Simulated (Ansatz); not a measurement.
GdSF: phonon entropy and phonon heat capacity against temperature

All results are calculated (Ansatz 0.2.0). Plane-wave density functional theory, PAW datasets, Gaussian smearing 0.05 eV: harmonic lattice thermodynamics at fixed volume from displacements in the supercell given; kB is Boltzmann's constant.

Structure of every row (space group P4/nmm, No. 129):
```
cell vectors (Å)
   3.7907     0.0000     0.0000
   0.0000     3.7907     0.0000
   0.0000     0.0000     6.8096
atoms (fractions of the cell vectors)
Gd  0.50000  0.00000  0.22900
Gd  0.00000  0.50000  0.77100
S   0.50000  0.00000  0.64390
S   0.00000  0.50000  0.35610
F   0.00000  0.00000  0.00000
F   0.50000  0.50000  0.00000
```

Settings of every row: paw set soft_2; functional PBEsol; spin treatment collinear; moment partition spheres; spin axis none; wave cutoff 420 eV; SCF start saved density; lower state search off; symmetry use detected; k mesh of unit cell 6x6x4; supercell 2x2x1.

Atom:
| element | first moment (μB) | hubbard u (eV) |
| --- | --- | --- |
| Gd | 7 | 0 |
| Gd | 7 | 0 |
| S | 0 | 0 |
| S | 0 | 0 |
| F | 0 | 0 |
| F | 0 | 0 |

| row | temperature (K) | phonon entropy (kB per atom) | phonon heat capacity (kB per atom) | phonon free energy (meV per atom) |
| --- | --- | --- | --- | --- |
| 1 | 200 | ? | ? | ? |
| 2 | 300 | 3.426 | 2.733 | -3.74 |
| 3 | 400 | 4.23 | 2.844 | -36.87 |
| 4 | 500 | 4.871 | 2.899 | -76.18 |
| 5 | 600 | 5.402 | 2.929 | -120.51 |
| 6 | 700 | 5.855 | 2.947 | -169.06 |
| 7 | 800 | 6.25 | 2.96 | -221.26 |
| 8 | 900 | 6.599 | 2.968 | -276.65 |
| 9 | 1000 | 6.912 | 2.974 | -334.88 |

Question: what phonon entropy and phonon heat capacity should row 1 give?

Worked fit of phonon entropy. Entropy rises as the heat capacity times the change of ln T, so take t = ln(T / 300 K). The shown rows have t = 0, 0.2877, 0.5108, 0.6931, 0.8473, 0.9808, 1.0986, 1.204. Least squares give phonon entropy = 3.4237 + 2.78958 × t + 0.09134 × t² kB per atom; a straight line predicts inner rows, each left out in turn, worse (root mean square 0.012 against 0.0029 kB per atom). The rows lie off it by 0.002, -0.004, -0.001, 0.001, 0.002, 0.002, 0.000, -0.003, a smooth pattern that one more power would take up: the form is only approximate. The withheld row has t = -0.4055, so the fit gives 3.4237 + 2.78958 × (-0.4055) + 0.09134 × (-0.4055)² = 2.308 kB per atom.

The calculation gave 2.369 kB per atom. The fit lies 0.061 kB per atom (2.6 % of the value, 1.3 % of the column's range) below it; its largest miss of a shown row is 0.004 kB per atom. This row lies beyond the range of the fit.

Worked fit of phonon heat capacity. At high temperature a harmonic heat capacity falls short of its limit by a term in 1/T², so take t = (100 K / T)². The shown rows have t = 0.11111, 0.0625, 0.04, 0.02778, 0.02041, 0.01562, 0.01235, 0.01. Least squares give phonon heat capacity = 2.9999 − 2.6049 × t + 1.821 × t² kB per atom; a straight line predicts inner rows, each left out in turn, worse (root mean square 0.002 against 0.00042 kB per atom). All shown rows lie on it to the printed digit. The constant, 2.9999 kB per atom, is to be held against the harmonic limit of 3 k_B an atom. The withheld row has t = 0.25, so the fit gives 2.9999 − 2.6049 × (0.25) + 1.821 × (0.25)² = 2.462 kB per atom.

The calculation gave 2.453 kB per atom. The fit lies 0.009 kB per atom (1.7 % of the column's range) above it; its largest miss of a shown row is 0.000 kB per atom. This row lies beyond the range of the fit.

The other values of row 1: phonon free energy 21.46 meV per atom.
